**Question.** Each entry below is a computed ionisation energy (IE) less the NIST value, so a negative entry means that the electron is bound too weakly. (a) Why does the third step scatter differently from the first two? (b) Account for the signs in the Dirac rows, with an estimate. (c) What makes up the Hartree-Fock error for Dy2+? (d) Does the table single out a best rung?

Computed with B-spline radial code 1 at the basis-set limit, with a Fermi nucleus and, for functionals, spherical fractional occupations. X2C rows are spin-free with highest spin; Dirac rows are Dirac-Coulomb, unpolarised and averaged over j. Dy ([Xe] 4f10 6s2) and Dy+ ([Xe] 4f10 6s1) lose 6s, Dy2+ ([Xe] 4f10) loses 4f; NIST gives 5.939, 11.647 ± 0.02 and 22.89 ± 0.03 eV.

| method | rung | share of exact exchange | Hamiltonian | IE(Dy) less table (eV) | IE(Dy+) less table (eV) | IE(Dy2+) less table (eV) |
| --- | --- | --- | --- | --- | --- | --- |
| LDA exchange-only | LDA | 0 | X2C | -0.815 | -0.224 | -0.766 |
| PBEsol | GGA | 0 | X2C | -0.006 | 0.194 | 0.785 |
| PW91 | GGA | 0 | X2C | 0.052 | 0.306 | 0.841 |
| SCAN | meta-GGA | 0 | X2C | -0.207 | 0.263 | -0.150 |
| Hartree-Fock | Hartree-Fock | 100 % | X2C | -1.077 | -0.831 | -5.159 |
| relativistic LDA | LDA | 0 | Dirac | 0.492 | 0.196 | 3.162 |
| PBE | GGA | 0 | Dirac | 0.299 | 0.019 | 2.690 |

**Model answer.**

(a) The errors span 1.57 and 1.14 eV for the two 6s steps and 8.32 eV for the 4f step. For the 6s steps dysprosium resembles an alkaline-earth atom: two diffuse electrons leave a core that hardly changes, so whatever a method gets wrong inside 4f$^{10}$ largely cancels. The likeness ends at the spin of this core, which couples weakly to 6s, and it has nothing to say about the third step. There an electron leaves a compact open shell, and the spin, term and spin-orbit energies, the relaxation and the correlation of that shell all change.

The orbital levels of the same runs show the contrast. In Hartree-Fock the binding of the level exceeds the IE by the relaxation of the ion, which is 0.19 and 0.04 eV for 6s and 5.72 eV for 4f. In the X2C functionals the IE exceeds the binding, by 2.0 to 2.7 eV for 6s and 8.1 to 8.2 eV for 4f. By Janak's theorem the level is the slope of energy against occupation, so this gap measures a convex curvature, which theory ascribes largely to self-interaction and expects to be strongest in a compact shell.

(b) The X2C rows hold seven 4f electrons up and three down, and the third step removes a down electron. The Dirac rows have no spin moment, so the two groups describe different states. An unpolarised calculation forgoes the exchange gained by aligning spins. Of the 6s steps only Dy+ has an unpaired 6s electron; it lies too high, which raises IE(Dy) and lowers IE(Dy+) by the same amount. In the third step the moment grows, the product ion forgoes more, and the IE comes out high. Dirac PBE less X2C PW91, two similar functionals, gives $+0.247$, $-0.287$ and $+1.849$ eV, and the first two sum to $-0.040$ eV, as argued. Functional and Hamiltonian change as well in this comparison, so it supports the cause without isolating it.

Let $M=n_\uparrow-n_\downarrow$ in 4f and let the levels split by $IM$. Turning one spin changes $M$ by 2, so $dE/dM=-IM/2$ and $E=-IM^2/4$. Nothing is fitted: the PBEsol run of Dy+ has a 4f splitting of 2.93 eV at $M=4$, hence $I=0.73$ eV. For $M=4\to5$,
$$\Delta\mathrm{IE}=-\frac{2.93}{4}\cdot\frac{25-16}{4}\ \mathrm{eV}=-1.65\ \mathrm{eV}.$$
This leaves 0.20 eV, 11 % of the 1.849 eV, with $I$ borrowed from another ion and functional. A fixed $I$ tends to fall short, because the shell contracts and $I$ grows on ionisation. Dirac PBE would fall from 2.690 to 1.04 eV, near the X2C GGAs. Breit, QED and recoil terms shift it by only $+0.103$ eV. For Dy+ the missing polarisation lowers the IE, but it offsets a positive error like that of the X2C GGAs, which leaves PBE just above zero. Relativistic LDA lies a further 0.18 to 0.47 eV above PBE in all three steps, so its Dy+ entry is positive too; its exchange functional already holds a transverse-photon (Breit) term, so this gap is not purely the effect of density gradients. Breit, QED and recoil terms move the three PBE steps by only $-0.011$, $-0.019$ and $+0.103$ eV, so the photon term is probably the smaller part of it.

(c) Hartree-Fock averages over all states of highest spin, whereas NIST starts and ends in the Hund levels $^5I_8$ and $^6H_{15/2}$. With the seven up electrons spherical, the term energy is that of three or two parallel f electrons. Slater integrals from PBEsol Dy+ put $^5I$ 1.87 eV and $^6H$ 0.80 eV below their averages, which adds 1.07 eV to the IE; unscreened integrals from another ion make this rough. First-order spin-orbit energy in a shell more than half full is $-\zeta L/2$, so $L=6\to5$ adds $\zeta/2=0.13$ eV, where $\zeta=0.252$ eV is 2/7 of the relativistic LDA 4f splitting in Dy+. Of $-5.159$ eV about $-4.0$ eV remains. Standard theory assigns most of it to correlation: the departing electron shares its small volume with seven electrons of opposite spin, which Hartree-Fock does not keep apart. The 6s errors have the same sign and are smaller, and the first is the larger because it breaks the 6s pair.

(d) Among the X2C functionals the mean absolute error falls from 0.60 eV (exchange-only LDA) through 0.33 and 0.40 eV (GGAs) to 0.21 eV (SCAN), but SCAN is worse than both GGAs for neutral Dy. Its lead comes from the 4f step, where no row resolves terms or levels. Those parts amount to about 1.2 eV, eight times SCAN's $-0.150$ eV. The shift cannot simply be added to a fractional-occupation energy, which is no average over terms, but it sizes the doubt, and the table cannot rank SCAN against the GGAs for 4f. Nor can it judge the hybrid rung: hybrids were left out because fractional occupations give them self-interaction in a partly filled shell such as 4f here.

**Remarks on the reasoning.** Small entries deserve suspicion. Dirac PBE for Dy+ (0.019 eV) is within the NIST uncertainty, yet by (b) spin polarisation would raise it by some 0.3 eV. The Hartree-Fock 4f level, bound by 23.45 eV, is near 22.89 eV because neglected relaxation offsets neglected correlation and term energy.

Filling $j=5/2$ first in Dirac-Fock changes the third IE by $-1.20$ eV, but the one-electron part is only $-1.5\zeta=-0.38$ eV, and jj filling does not describe Hund levels; it should not be added to the X2C rows.

The configurations are imposed. In neutral Dy every functional puts an occupied 4f level 0.8 to 2.9 eV above 6s. With 6s full this breaks no filling rule in the atom, but the least bound electron is then 4f and not the 6s electron that is removed, so the imposed Dy+ configuration need not be the lowest of each functional.

Two points stay guesses. SCAN lies 0.935 eV below PBEsol for Dy2+ and its down-spin 4f level is 0.83 eV higher; its larger splitting, 3.98 eV, would give 0.59 eV, and in Dy+ the centre of its two 4f spin levels lies about 0.3 eV higher, close to the remainder. Stronger polarisation and a less bound 4f shell both seem to contribute, but the levels come from another ion. Exchange-only LDA is low throughout, as a method without correlation should be, yet it lies 4.39 eV above Hartree-Fock for 4f; local exchange may imitate part of the correlation of a compact shell, but these runs do not test it.

For a neighbour, count spins. Removal from 4f$^{11}$ takes $M=3\to4$, so an unpolarised calculation should again be high, by roughly $7I/4$ or somewhat more. In a shell at most half full the moment shrinks on ionisation and this part of the error changes sign.
